Whoever estimates the band gap of strained diamond has to decide how to correct the value of the unstrained crystal: by the change in volume alone, or by the change in shape as well. Even the sign of the volume correction is easily guessed wrong. The six cells below run from compressed to stretched diamond and allow three explanations to be weighed against each other.

Tetragonally strained diamond (I4_1/amd, 2 atoms per primitive cell), computed with Ansatz 0.2.0 using scalar-relativistic, spin-unpolarized PBEsol, PAW and a 420 eV plane-wave cutoff. Kohn–Sham gaps are read on a 12×12×12 k mesh at fixed atoms, with Gaussian smearing of 0.05 eV; c/a refers to the conventional tetragonal cell.

```csv
volume (Å³/atom),c/a,shortest distance (Å),band gap (eV),least direct gap (eV)
5.170,1.4731,1.498,3.717,5.413
5.227,1.4732,1.504,3.693,5.385
5.835,1.4708,1.560,3.492,5.119
5.899,1.4708,1.565,3.470,5.091
6.554,1.4686,1.621,3.289,4.841
6.626,1.4686,1.627,3.269,4.813
```

The band gap is the energy from the highest filled state to the lowest empty one, which here has a different wave vector; the least direct gap is the smallest such energy at one wave vector. In this setting a cubic crystal has c/a = √2, and in all six cells the ratio is about 4 % larger than that. Semilocal functionals put the gap of cubic diamond at roughly 4.1 eV, against a measured value of roughly 5.5 eV (both recalled, rough figures). The gaps are also read on the k mesh, and the lowest point of the empty bands probably lies between mesh points, so the band gaps may be a few hundredths of an eV too high. The same mesh point is used in all six rows, so this error largely cancels in the differences. The table is therefore a guide to changes of the gap and not to its absolute size.

**From 5.170 to 5.227 Å³ per atom.** This short step is a clean test, because c/a hardly moves while the volume grows by about 1 %. The band gap falls by 0.024 eV. A tempting argument predicts the opposite: pulling atoms apart narrows the bands, and narrower bands should leave a wider gap between them. The narrowing is real, but the argument takes for granted that the centres of the bands stay where they are.

In diamond they do not stay. Each carbon atom points four hybrid orbitals at its neighbours, and two hybrids that face each other combine into a filled bonding state and an empty antibonding state. The filled bands grow out of the first and the empty bands out of the second, so the gap itself is made by the coupling between neighbours. A longer bond weakens this coupling and lets the two sets of bands approach each other. The tempting argument suits a crystal of separate molecules, where the levels on both sides of the gap exist before the neighbours arrive.

**From 5.227 to 5.899 Å³ per atom.** The gap goes on falling, but not at an even rate. Its loss per unit of the logarithm of volume is 2.18 eV in the first step, drops to 1.83 eV in the long second step and recovers to 1.97 eV in the short third one. A smooth dependence on volume alone would hardly zigzag like this. The flatter step is the one in which c/a moves, from 1.4732 to 1.4708, a little closer to cubic.

This brings in the second explanation, shape. In cubic diamond three states share the top of the filled bands, and six equivalent valleys share the bottom of the empty ones. Stretching the crystal along a cube axis, here z, splits both groups, and the gap is then counted from the highest filled member to the lowest empty one. The distortion thus cuts into the gap from both sides, and relaxing it gives some of the gap back.

The zigzag shows how much. At the mean rate of its two neighbours, 2.08 eV, the long step would have cost $2.08\ln(5.835/5.227) = 0.23$ eV; it cost 0.20 eV. Shape has returned about 0.03 eV, so it works against the trend and cannot be its cause.

Shape is nevertheless a strong lever, as a separate but rougher estimate also suggests. The first cell was compressed by 4 % along x and y only, so its unstrained volume is $5.170/0.96^2 = 5.61$ Å³ per atom, where interpolation in the table gives a gap of 3.57 eV. Against the rough 4.1 eV of the cubic crystal, the distortion costs about 0.5 eV, or 0.13 eV for each per cent of c/a.

One per cent of volume, by contrast, costs only about 0.02 eV. Volume rules this table because it changes by 28 % while c/a changes by 0.3 %. In a layer that its substrate squeezes in the plane, as in the first cell, the two effects oppose each other. The smaller volume alone should widen the gap, yet the 3.717 eV of the first cell lie well below the rough 4.1 eV of the cubic crystal. A correction by volume alone would miss even the sign.

**From 5.899 to 6.626 Å³ per atom.** The same pattern returns: a flatter step where c/a moves and a steeper one where it holds still. Over the whole table the band gap has fallen by 12 % and the least direct gap by 11 %. Two different pairs of states lose nearly the same share, which fits a weaker coupling between neighbours as the common cause but does not prove it.

The third explanation, bond coupling, gives the direction of the trend but not its rate. A simple scaling argument offers a first guess at the rate. When a crystal is stretched evenly, the electron waves stretch with it, and their kinetic energy falls as the inverse square of length. If every energy followed that rule, the gap $E$ would vary with the volume per atom $V$ as $V^{-2/3}$. Starting from the first row, the prediction for the last row is

$$E = 3.717\ \text{eV}\times\left(\frac{5.170}{6.626}\right)^{2/3} = 3.15\ \text{eV}.$$

The table has 3.27 eV there. The rule gets the direction right from a single row, but makes the fall about a quarter too large. Adding back what shape returned removes less than half of the excess. In the three steps at nearly constant c/a, the gap follows an inverse power of length of about 1.7 to 1.8, not 2.

A plausible reason is that the gap is not purely kinetic. The attraction and repulsion between charges fall only as the inverse first power of length, and a mixture of the two kinds of energy can give a power in between. This is a scaling argument and no strict bound, since the gap is a difference of two energies that need not change alike.

For interpolation within this series, a least-squares fit to all six rows of a constant plus a term in $V^{-2/3}$ reproduces each band gap to better than 0.003 eV. Its constant, 0.79 eV, also absorbs the drift in shape. The formula therefore belongs to these distorted cells and would be wrong for cubic diamond.

Silicon marks the limit of the bond argument. It has the same structure and an indirect gap to a valley of the same kind, yet that gap shrinks under compression. A likely reason, which this table cannot test, is that empty d states lie low enough in silicon to mix into the bottom of the conduction band and hold it down, whereas in carbon they lie much higher. That shorter bonds widen the gap at fixed shape is thus no general law: it is a fair first guess where the coupling between neighbours governs both edges of the gap, and has to be checked where other orbitals take part.
